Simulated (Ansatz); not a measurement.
W: the change of pressure with volume scale

All results are calculated (Ansatz 0.2.0). Periodic Kohn-Sham DFT of a crystal at fixed atoms, scaled to volume_scale times the given cell; pressure positive in compression, energy less spherical unpolarised free atoms, largest_vzz the field gradient of largest size among the nuclei.

The cell before it is scaled or strained (space group Fm-3m, No. 225):
```
cell vectors (Å)
   0.0000     2.0300     2.0300
   2.0300     0.0000     2.0300
   2.0300     2.0300     0.0000
atoms (fractions of the cell vectors)
W   0.00000  0.00000  0.00000
```

Settings of every row: method all-electron PAW; functional PBEsol; relativity scalar; k mesh 14x14x14; filling fermi-dirac; smearing width 0.05 eV; nucleus gaussian.

Atom start moment: 0 on all atoms.

Limits: no spin-orbit coupling on heavy atoms.

| row | volume scale | V (Å³/atom) | pressure (GPa) |
| --- | --- | --- | --- |
| 1 | 0.94 | 15.727 | 5.083 |
| 2 | 0.96 | 16.062 | ? |
| 3 | 0.98 | 16.396 | -7.257 |
| 4 | 0.99 | 16.564 | -9.957 |
| 5 | 1 | 16.731 | -12.517 |
| 6 | 1.01 | 16.898 | -14.945 |
| 7 | 1.02 | 17.065 | -17.246 |
| 8 | 1.04 | 17.4 | -21.487 |
| 9 | 1.06 | 17.735 | -25.282 |

Question: what pressure should row 2 give?

Worked fit of pressure. Take u = (V_r/V)^(2/3) − 1 with V_r = 16.815 Å³ an atom, which is twice the finite (Eulerian) strain; such expansions in the strain, on which the Birch-Murnaghan equation of state is built, carry the rest volume and the bulk modulus. The shown rows have u = 0.0456, 0.01696, 0.01008, 0.00334, -0.00328, -0.00979, -0.02254, -0.03489. Least squares give pressure = −13.7562 + 366.212 × u + 1028.57 × u² GPa; a straight line predicts inner rows, each left out in turn, worse (root mean square 0.53 against 0.0053 GPa). The rows lie off it by 0.001, -0.008, 0.003, 0.005, 0.001, -0.003, 0.001, -0.001 (root mean square 0.0037 GPa). The pressure vanishes at u = 0.0343, or V = 15.99 Å³ an atom, and there the bulk modulus at fixed shape and fractions is B = −V dP/dV = (2/3)(1 + u) dP/du = 301 GPa. The withheld row has u = 0.03101, so the fit gives −13.7562 + 366.212 × (0.03101) + 1028.57 × (0.03101)² = -1.411 GPa.

The calculation gave -1.411 GPa. The fit meets it to the printed digit.
